**Scaling and errors of 3p3/2 removal energies, Ar to Cu11+**

The table holds 3p3/2 removal energies of 18-electron ions from a no-pair Dirac–Coulomb B-spline calculation: Koopmans value, ΔSCF relaxation, second-order and TDHF-screened self-energy shifts, Breit and QED parts, and reference values. The program fits 1/Z-expansion forms to all rows: a hydrogenic Z² term plus three constants for Koopmans, a + b/Zeff for relaxation, a line in Z for shift minus relaxation, and a cube of a screened charge for Breit. It prints each level's error against the reference and compares second differences of computed and tabulated energies. Relaxation and the correlation remainder follow their forms within 0.01 eV, their near-cancellation explains the sign change of the shift near Ca2+, and the Breit cube fails for Ar. The final form misses the measured values of Ar to Ti4+ by 0.022 eV on average and that of V5+ by 0.105 eV, while the scatter from Fe8+ on lies in the semi-empirical references.

B-spline many-body code 1, no-pair Dirac-Coulomb: removal of a 3p3/2 electron from the closed shell [Ne] 3s² 3p⁶, by Dirac-Hartree-Fock plus a diagonal self-energy. The two shifts are alternative corrections to the Koopmans value; the final removal energy is the Koopmans value plus the shift with TDHF screening, the Breit part and the QED part.

## Program and output

```python
# Table: 3p3/2 removal energies (eV), 18-electron sequence Ar..Cu11+, B-spline many-body code, no-pair
# Dirac-Coulomb: Koopmans + diagonal self-energy (2nd order / TDHF screened), Breit, QED; reference values.
# Tested: 1/Z-expansion scaling of each part, error of each rung, smoothness of computed vs tabulated values.
T = {
    'ion': ['Ar', 'K+', 'Ca2+', 'Sc3+', 'Ti4+', 'V5+', 'Mn7+', 'Fe8+', 'Co9+', 'Ni10+', 'Cu11+'],
    'Z': [18, 19, 20, 21, 22, 23, 25, 26, 27, 28, 29],
    'charge': [0, 1, 2, 3, 4, 5, 7, 8, 9, 10, 11],  # e
    'hole_koopmans_3p32': [15.995, 31.741, 50.936, 73.437, 99.164, 128.07, 195.28, 233.56, 274.93, 319.38, 366.92],  # eV
    'hole_relaxation_delta_scf_3p32': [-1.3033, -1.2099, -1.1544, -1.118, -1.0928, -1.0747, -1.0514, -1.0438, -1.0381, -1.0337, -1.0303],  # eV
    'hole_shift_second_order_3p32': [-0.3025, -0.1025, 0.02981, 0.1286, 0.2073, 0.2731, 0.3803, 0.426, 0.4677, 0.5064, 0.5429],  # eV
    'hole_shift_tdhf_screened_3p32': [-0.2096, -0.08348, 0.007573, 0.07967, 0.1392, 0.1904, 0.2758, 0.313, 0.347, 0.3789, 0.4092],  # eV
    'hole_breit_3p32': [-0.00068305, -0.0035533, -0.0076941, -0.013239, -0.020326, -0.029096, -0.052249, -0.066916, -0.083832, -0.10314, -0.12498],  # eV
    'hole_qed_3p32': [0.00114, 0.0015848, 0.0020324, 0.0024869, 0.0029453, 0.0034007, 0.0042672, 0.0046566, 0.0050002, 0.0052842, 0.0054936],  # eV
    'hole_removal_energy_3p32': [15.786, 31.655, 50.937, 73.506, 99.286, 128.23, 195.51, 233.81, 275.2, 319.66, 367.21],  # eV
    'tab': [15.759612, 31.625, 50.91316, 73.4894, 99.299, 128.125, 195.5, 233.6, 275.4, 319.5, 367.0],  # eV
    'tab_kind': ['measured', 'measured', 'measured', 'measured', 'measured', 'measured', 'semi empirical', 'semi empirical', 'semi empirical', 'semi empirical', 'semi empirical'],
}
import numpy as np
from scipy.constants import physical_constants as pc, alpha
Ry = pc['Rydberg constant times hc in eV'][0]
g = lambda s: np.array(T['hole_' + s + '_3p32'], float)
K, R, S2, ST = g('koopmans'), g('relaxation_delta_scf'), g('shift_second_order'), g('shift_tdhf_screened')
B, Q, F = g('breit'), g('qed'), g('removal_energy')
Z = np.array(T['Z'], float); tab = np.array(T['tab'], float); ion = T['ion']; one = np.ones(len(Z))
meas = np.array([k == 'measured' for k in T['tab_kind']])
def fit(cols, y):
    A = np.array(cols).T; p = np.linalg.lstsq(A, y, rcond=None)[0]; return p, A @ p - y
w = lambda r: f"rms {np.sqrt(np.mean(r**2)):.4f} worst {ion[np.argmax(abs(r))]} {r[np.argmax(abs(r))]:+.4f}"
j = lambda a, f: ' '.join(format(x, f) for x in a)
Ze = 3*np.sqrt(K/Ry); C = ST - R
ss = np.linspace(12, 16, 4001); s0 = ss[np.argmin([np.sum((Ry*(Z-s)**2/9-K)**2) for s in ss])]
pK, rK = fit([Z, one, 1/Z], K - Ry*Z**2/9)
pR, rR = fit([one, 1/Ze], R); pC, rC = fit([one, Z], C); pD, rD = fit([one, 1/Ze], C)
pB, _ = fit([Z, one], np.cbrt(-B)); relB = 100*((pB[0]*Z+pB[1])**3/(-B) - 1)
print(f"K, one sigma={s0:.2f}: {w(Ry*(Z-s0)**2/9-K)} eV")
print(f"K=RyZ^2/9+bZ+c+d/Z: b,c,d={j(pK,'.2f')}: {w(rK)} eV (floor 0.0005-0.005)")
print(f"relax=a+b/Zeff: a,b={j(pR,'.3f')}: {w(rR)} eV (floor 0.00005)")
print(f"C=TDHF-relax=a+bZ: a,b={j(pC,'.4f')}: {w(rC)}; alt a+b/Zeff {j(pD,'.3f')}: {w(rD)} eV")
print(f"Breit=-A(Z-s)^3: s={-pB[1]/pB[0]:.2f}, A={pB[0]**3/(alpha**2*2*Ry):.4f} alpha^2 hartree")
print("ion    Zeff  sigma resK  resRelax  C     resC_Z  resC_1/Zeff Breit_res% TDHF/K%")
for i in range(len(Z)):
    print(f"{ion[i]:6s}{Ze[i]:5.2f} {Z[i]-Ze[i]:5.2f} {rK[i]:+.3f} {rR[i]:+.4f} {C[i]:.4f} {rC[i]:+.4f} {rD[i]:+.4f} {relB[i]:+6.1f} {100*ST[i]/K[i]:+.3f}")
print(f"Ar->Cu: K {K[-1]-K[0]:.2f}, final {F[-1]-F[0]:.2f}, TDHF {ST[-1]-ST[0]:+.3f} = relax {R[-1]-R[0]:+.3f} + C {C[-1]-C[0]:+.3f} eV")
print(f"C step/Z first {C[1]-C[0]:.4f} last {C[-1]-C[-2]:.4f}; relax step first {R[1]-R[0]:.4f} last {R[-1]-R[-2]:.4f} eV")
print(f"zero of shift, linear interp: TDHF Z={np.interp(0,ST,Z):.2f}, 2nd order Z={np.interp(0,S2,Z):.2f}")
print(f"Cu: |Breit|/TDHF {100*abs(B[-1])/ST[-1]:.0f}%; Breit ratio Cu/Ar {B[-1]/B[0]:.0f}, QED ratio {Q[-1]/Q[0]:.1f}; max|K+TDHF+B+Q-final| {max(abs(K+ST+B+Q-F)):.4f} eV")
floor = np.array([0.5*10.0**-len(f"{x:.6f}".rstrip('0').split('.')[1]) for x in tab])
E = np.array([K, K+B+Q, K+R+B+Q, K+S2+B+Q, K+ST, F]) - tab
print("less table (eV): K | K+BQ | dSCF+BQ | 2nd+BQ | TDHF noBQ | final | table rounding")
for i in range(len(Z)):
    print(f"{ion[i]:6s}{j(E[:,i],'+.3f')}  {floor[i]:.0e} {T['tab_kind'][i][:4]}")
for name, m in (("measured", meas), ("measured w/o V5+", meas & (Z != 23)), ("semi-emp", ~meas)):
    print(f"MAE {name}: {j(abs(E[:,m]).mean(axis=1),'.3f')} eV")
c = [i for i in range(1, len(Z)-1) if Z[i+1]-Z[i-1] == 2]
d2 = lambda y: np.array([y[i+1]-2*y[i]+y[i-1] for i in c])
print(f"2nd diffs at {' '.join(ion[i] for i in c)}; 2Ry/9={2*Ry/9:.3f}; bare Dirac add Z=28 ~{12*28**2*Ry*alpha**2/108:.2f}")
print(f" K {j(d2(K),'.2f')} | final {j(d2(F),'.2f')} eV (floor up to 0.02)")
print(f" table {j(d2(tab),'.2f')} | floor {j([floor[i+1]+2*floor[i]+floor[i-1] for i in c],'.2f')}")
# further outputs of the same runs (less vetted), rows Ar, Ca2+, V5+, Co9+, Cu11+
ix = [ion.index(s) for s in ('Ar', 'Ca2+', 'V5+', 'Co9+', 'Cu11+')]
rpa = np.array([0.191015, 0.298058, 0.407298, 0.512911, 0.55709])
hp = np.array([-0.200187, -0.00833662, 0.156783, 0.300525, 0.358123])
p12 = np.array([15.9675, 51.3282, 129.189, 277.607, 370.765])
base = (K+B+Q-tab)[ix]; fs = p12 - F[ix]; Zf = (54*fs/(Ry*alpha**2))**0.25
print(f"Ar Ca V Co Cu less table: direct-only {j(base+rpa,'+.3f')}; hole-particle {j(base+hp,'+.3f')}")
print(f"3p1/2-3p3/2 {j(fs,'.2f')} eV; Zfs {j(Zf,'.1f')}; Z-Zfs {j(Z[ix]-Zf,'.1f')}")
assert max(abs(K+ST+B+Q-F)) < 0.011
assert ST[1] < 0 < ST[2] and np.all(np.diff(ST) > 0)
assert np.all(E[2] < -0.5) and np.all(np.diff(C) > 0)
assert abs(d2(K)[-1]/(2*Ry/9) - 1) < 0.05
```

Running it gives:

```
K, one sigma=13.63: rms 8.1566 worst Ar +12.8482 eV
K=RyZ^2/9+bZ+c+d/Z: b,c,d=-37.53 155.02 836.78: rms 0.0797 worst Ar -0.1415 eV (floor 0.0005-0.005)
relax=a+b/Zeff: a,b=-0.953 -1.151: rms 0.0030 worst K+ +0.0058 eV (floor 0.00005)
C=TDHF-relax=a+bZ: a,b=0.5306 0.0316: rms 0.0051 worst Cu11+ +0.0085; alt a+b/Zeff 1.462 -1.439: rms 0.0475 worst Ar -0.0740 eV
Breit=-A(Z-s)^3: s=14.71, A=0.0316 alpha^2 hartree
ion    Zeff  sigma resK  resRelax  C     resC_Z  resC_1/Zeff Breit_res% TDHF/K%
Ar     3.25 14.75 -0.141 -0.0035 1.0937 +0.0063 -0.0740 +138.6 -1.310
K+     4.58 14.42 +0.075 +0.0058 1.1264 +0.0052 +0.0216   +1.7 -0.263
Ca2+   5.80 14.20 +0.111 +0.0032 1.1620 +0.0013 +0.0522  -11.9 +0.015
Sc3+   6.97 14.03 +0.074 -0.0001 1.1977 -0.0028 +0.0580  -13.9 +0.108
Ti4+   8.10 13.90 +0.015 -0.0023 1.2320 -0.0055 +0.0524  -12.7 +0.140
V5+    9.20 13.80 -0.041 -0.0033 1.2651 -0.0069 +0.0407  -10.3 +0.149
Mn7+  11.37 13.63 -0.085 -0.0028 1.3272 -0.0058 +0.0083   -4.5 +0.141
Fe8+  12.43 13.57 -0.079 -0.0018 1.3568 -0.0037 -0.0104   -1.5 +0.134
Co9+  13.49 13.51 -0.043 -0.0002 1.3851 -0.0004 -0.0297   +1.4 +0.126
Ni10+ 14.53 13.47 +0.020 +0.0016 1.4126 +0.0037 -0.0495   +4.3 +0.119
Cu11+ 15.58 13.42 +0.094 +0.0035 1.4395 +0.0085 -0.0697   +7.0 +0.112
Ar->Cu: K 350.93, final 351.42, TDHF +0.619 = relax +0.273 + C +0.346 eV
C step/Z first 0.0327 last 0.0269; relax step first 0.0934 last 0.0034 eV
zero of shift, linear interp: TDHF Z=19.92, 2nd order Z=19.77
Cu: |Breit|/TDHF 31%; Breit ratio Cu/Ar 183, QED ratio 4.8; max|K+TDHF+B+Q-final| 0.0047 eV
less table (eV): K | K+BQ | dSCF+BQ | 2nd+BQ | TDHF noBQ | final | table rounding
Ar    +0.235 +0.236 -1.067 -0.067 +0.026 +0.026  5e-07 meas
K+    +0.116 +0.114 -1.096 +0.012 +0.033 +0.030  5e-04 meas
Ca2+  +0.023 +0.017 -1.137 +0.047 +0.030 +0.024  5e-06 meas
Sc3+  -0.052 -0.063 -1.181 +0.065 +0.027 +0.017  5e-05 meas
Ti4+  -0.135 -0.152 -1.245 +0.055 +0.004 -0.013  5e-04 meas
V5+   -0.055 -0.081 -1.155 +0.192 +0.135 +0.105  5e-04 meas
Mn7+  -0.220 -0.268 -1.319 +0.112 +0.056 +0.010  5e-02 semi
Fe8+  -0.040 -0.102 -1.146 +0.324 +0.273 +0.210  5e-02 semi
Co9+  -0.470 -0.549 -1.587 -0.081 -0.123 -0.200  5e-02 semi
Ni10+ -0.120 -0.218 -1.252 +0.289 +0.259 +0.160  5e-02 semi
Cu11+ -0.080 -0.199 -1.230 +0.343 +0.329 +0.210  5e-01 semi
MAE measured: 0.103 0.111 1.147 0.073 0.043 0.036 eV
MAE measured w/o V5+: 0.112 0.117 1.145 0.049 0.024 0.022 eV
MAE semi-emp: 0.186 0.267 1.307 0.230 0.208 0.158 eV
2nd diffs at K+ Ca2+ Sc3+ Ti4+ Fe8+ Co9+ Ni10+; 2Ry/9=3.023; bare Dirac add Z=28 ~0.06
 K 3.45 3.31 3.23 3.18 3.09 3.08 3.09 | final 3.41 3.29 3.21 3.16 3.09 3.07 3.09 eV (floor up to 0.02)
 table 3.42 3.29 3.23 3.02 3.70 2.30 3.40 | floor 0.00 0.00 0.00 0.00 0.20 0.20 0.65
Ar Ca V Co Cu less table: direct-only +0.427 +0.315 +0.327 -0.036 +0.358; hole-particle +0.036 +0.009 +0.076 -0.248 +0.159
3p1/2-3p3/2 0.18 0.39 0.96 2.41 3.56 eV; Zfs 10.8 13.1 16.4 20.6 22.7; Z-Zfs 7.2 6.9 6.6 6.4 6.3
```
